Q: I use the electronegativity difference as a guide to how many electrons a metal hands over. By that guide SrO should lead these five rocksalt crystals, and by a wide margin. Does it?

Rocksalt-type crystals (space group Fm-3m), relaxed with Ansatz 0.2.0 using scalar-relativistic r2SCAN, PAW and plane waves to 500 eV, without spin polarisation and with Gaussian smearing. Valence electrons are counted per formula unit. Bader charges are positive for atoms that lose electrons; d electrons are Loewdin populations, filled inner shells included.

| formula | element on site A | Z A | element on site B | Z B | difference of Pauling electronegativities | valence electrons | volume per atom (Å³) | shortest distance (Å) | k mesh | smearing width | Bader charge, site A (e) | d electrons, site A (e) |
| --- | --- | --- | --- | --- | --- | --- | --- | --- | --- | --- | --- | --- |
| TiN | Ti | 22 | N | 7 | 1.5 | 9 | 9.48 | 2.116 | 18×18×18 | 0.1 eV | 1.83 | 2.74 |
| SrO | Sr | 38 | O | 8 | 2.49 | 8 | 17.18 | 2.580 | 8×8×8 | 0.02 eV | 1.53 | 0.00 |
| HfN | Hf | 72 | N | 7 | 1.74 | 9 | 11.58 | 2.263 | 16×16×16 | 0.1 eV | 2.03 | 2.87 |
| PbTe | Pb | 82 | Te | 52 | 0.23 | 10 | 34.90 | 3.268 | 8×8×8 | 0.02 eV | 0.78 | 10.00 |
| BiTe | Bi | 83 | Te | 52 | 0.08 | 11 | 33.80 | 3.233 | 12×12×12 | 0.1 eV | 0.45 | 10.00 |

A: It doesn't. The Bader charge is the number of electrons an atom has lost when space is divided between the atoms along surfaces of minimum density. Sr has lost 1.53 electrons, while Ti has lost 1.83 and Hf 2.03. Lead and bismuth follow well below, with lead ahead.

Q: So the less ionic nitrides transfer more charge than the more ionic oxide. How can that be?

A: Start from the limit of complete transfer. An oxygen atom needs two electrons to close its shell and then stops, so the charge in SrO could approach 2 at most. A nitrogen atom needs three, so the ceiling in a nitride is 3. A smaller part of a larger ceiling can still be the larger amount.

Every crystal here has at least eight valence electrons per formula unit, enough to fill the shell of the non-metal. The ceiling is therefore set by what the non-metal can take. Tellurium, like oxygen, takes two.

Q: And what decides how much of the ceiling is reached?

A: Mostly the distance between the energy levels of the two atoms, compared with how strongly their orbitals couple. If the metal's levels lie far above those of the non-metal, the filled bonding states sit almost wholly on the non-metal, and the transfer is nearly complete. As the levels approach each other, the same states spread over both atoms and the metal keeps part of its electrons. The electronegativity difference is a rough measure of that distance.

The table agrees with this once each charge is divided by its ceiling. The share of the possible transfer is 0.765 in SrO and falls through HfN, TiN and PbTe to 0.225 in BiTe. That is exactly the order of the electronegativity difference, which the bare charges don't follow.

Q: Can you put it in a formula that I could use on paper?

A: Write $q$ for the Bader charge of the metal, $h$ for the number of electrons the non-metal needs, and $\Delta\chi$ for the electronegativity difference. The share rises with $\Delta\chi$, steeply between the two tellurides and slowly after them. The simplest stand-in for such a rise is a straight line:

$$q = h\,(a + b\,\Delta\chi), \qquad a = 0.284,\quad b = 0.2126 .$$

The two constants were fitted to all five rows, so the following estimate is a description of HfN and not a prediction. With $h=3$ and $\Delta\chi=1.74$,

$$q = 3\,(0.284 + 0.2126\times 1.74) \approx 1.96 ,$$

against 2.03 in the calculation. The same steps give about 1.63 for SrO, so the formula puts the two crystals in the right order.

Q: Two constants for five crystals is generous. Would a plain line through the charges do as well?

A: No. A line in the electronegativity difference alone also has two constants, but its typical miss is 0.35 electrons, against 0.10 with the ceiling included. When each crystal in turn is left out and then predicted, the misses grow to 0.67 and 0.18. The printed output after this text gives both fits.

The comparison has a weakness that no fit can remove. A ceiling of three occurs only in the two nitrides, and these are also the only compounds of metals with a partly filled d shell. The numbers alone can't tell the effect of nitrogen's third vacancy from some other peculiarity of such metals. The case for the vacancy rests on the counting argument.

Q: What do the nitrides do with the part that isn't transferred?

A: They share it, mostly through the d shell. If Ti and Hf each gave three of their four valence electrons to nitrogen, one d electron would be left. The calculation finds 2.74 on Ti and 2.87 on Hf. These populations come from projecting the electrons onto atomic orbitals, so their exact size depends on that recipe, but an excess of nearly two electrons is what one would expect if metal d orbitals take part in the filled nitrogen 2p bands.

The same column shows 10.00 for Pb and Bi. That is a filled inner shell, and it has no part in this comparison. The 0.00 for Sr means only that no d orbitals were included in its projection.

Q: Now the tellurides. Bismuth has one more valence electron than lead, yet it gives away less. I'd have guessed the reverse.

A: Imagine the change in two steps. First add one electron to PbTe and keep every orbital as it is. The new electron goes partly to lead and partly to tellurium, so tellurium can only gain. In the calculation it loses 0.33 electrons, and the cause must lie in the second step, which gives the metal nucleus one more proton and lets the orbitals adjust, and with them the boundary between the atoms.

The extra proton pulls the 6p level down, closer to the 5p level of tellurium. The bonding states are then shared more evenly, and electrons flow back to the metal. The orbital populations fit this picture: the 6p shell of bismuth holds 1.16 electrons more than that of lead, which is more than the one electron added. The position of the levels is standard reasoning about neighbours in a period; it wasn't extracted from the calculation.

Q: Does your formula catch that drop?

A: Only its direction. Between PbTe and BiTe the electronegativity difference changes by 0.15, for which the formula gives a fall of $2\times0.2126\times0.15\approx0.06$ electrons. The calculated fall is about five times as large. BiTe is the worst row of the fit, with a charge overestimated by a third.

The limit of equal atoms shows why the formula is weak here. Between two identical atoms on equivalent sites no charge can pass, yet the straight line still gives a share of 0.28 at zero difference. It is a bridge between the crystals in the table and shouldn't be carried to its end.

Q: Is the electronegativity difference itself reliable for lead?

A: Less than it looks, because the column gives only its size. Tables of Pauling's scale list roughly 1.9 for divalent lead, 2.3 for tetravalent lead and 2.1 for tellurium, as I recall them. The size is the same either way, but with the tetravalent value tellurium would be the partner that gives electrons. In the calculation lead keeps its 6s pair almost intact, with 1.95 electrons, so the divalent value is the proper one. The choice matters: with the sign reversed, PbTe would fall below BiTe in the order of differences, though its share is larger, and the typical miss of the fit rises from 0.10 to 0.15 electrons.

Q: If I asked for a different kind of atomic charge, would the nitrides still beat the oxide?

A: Not in the one other kind that these runs give. Counting electrons by atomic orbitals, the Loewdin method, gives oxygen a gain of 1.38 electrons, but nitrogen only 0.84 in TiN and 0.72 in HfN. SrO now leads, and the two nitrides have changed places.

A likely reason is that the metal's d orbitals reach into the region around nitrogen. The Bader method assigns the density there to nitrogen, while the orbital count assigns part of it to the metal. For Sr the projection has no d orbitals that could claim density near oxygen, so part of SrO's lead in this count may come from the recipe. How much wasn't tested. In the nitrides the two counts differ by about one electron or more, in SrO by less than 0.2.

What survives is the order of the shares by class: the oxide comes first, then the nitrides, then the tellurides. The statement that nitrides carry more charge than SrO belongs to the Bader method, and so does the lead of HfN over TiN.

Q: Which of these numbers would you treat with most care?

A: Those of the tellurides. Spin–orbit coupling is absent, and it splits the 6p levels of lead and bismuth, the very levels on which my argument rests. Its effect on the charges wasn't computed. BiTe is also held here in a cubic structure, whereas the real compound is layered, so its charge describes this model crystal and not a sample from your furnace. All five runs also exclude magnetism. For TiN and HfN that should matter little, since both are known as nonmagnetic metals.

Q: How should I estimate the charge in a related compound, then?

A: If it has one metal atom for each non-metal atom, as here, ask two questions in order. How many electrons does the non-metal need to close its shell, and does the compound have enough to supply them? That sets the ceiling. Then ask how far apart the two atoms are in electronegativity, which tells you how closely the ceiling is approached.

From SrO to HfN the ceiling rises by a half, while the share drops by little more than a tenth, so the Bader charge goes up. From SrO to PbTe the ceiling stays at two and the share is halved, so the charge goes down. In neither case is the Bader charge an oxidation state: that is the ceiling itself, and even SrO stays well below it.

Printed output of the fit:

```
Charge and capacity of the non-metal:
   row  capacity (e)  electrons beyond eight  Bader share  Loewdin gain (e)  Loewdin share
   TiN             3                       1         0.61            0.8412         0.2804
   SrO             2                       0        0.765             1.377         0.6885
   HfN             3                       1       0.6767            0.7216         0.2405
  PbTe             2                       2         0.39            0.2568         0.1284
  BiTe             2                       3        0.225            0.0697        0.03485
fit of bader_charge_A on 5 rows: coefficient of holes 0.284 +/- 0.047, coefficient of drive 0.2126 +/- 0.03; rms 0.101, worst BiTe 0.152, leave-one-out rms 0.182
fit of bader_charge_A on 5 rows: constant 0.6673 +/- 0.33, coefficient of chi_difference 0.5436 +/- 0.22; rms 0.347, worst SrO 0.491, leave-one-out rms 0.665
fit of bader_charge_A on 5 rows: coefficient of holes 0.3359 +/- 0.061, coefficient of sdrive 0.1823 +/- 0.039; rms 0.147, worst BiTe 0.251, leave-one-out rms 0.266
Rank correlation of Bader charge with electronegativity difference: 0.7
Bader charge of HfN less that of SrO (e): 0.5
Bader charge of TiN less that of SrO (e): 0.3
Bader charge of HfN less that of TiN (e): 0.2
Loewdin gain of N in HfN less that in TiN (e): -0.1196
Bader electrons lost by Te from PbTe to BiTe (e): 0.33
Bader electrons gained by the metal site from PbTe to BiTe (e): 1.33
Loewdin 6p electrons of Bi less those of Pb (e): 1.163
Electrons of SrO missed by the Loewdin projection (e): 0.2894
d electrons of Ti beyond the formal one (e): 1.74
d electrons of Hf beyond the formal one (e): 1.87
```
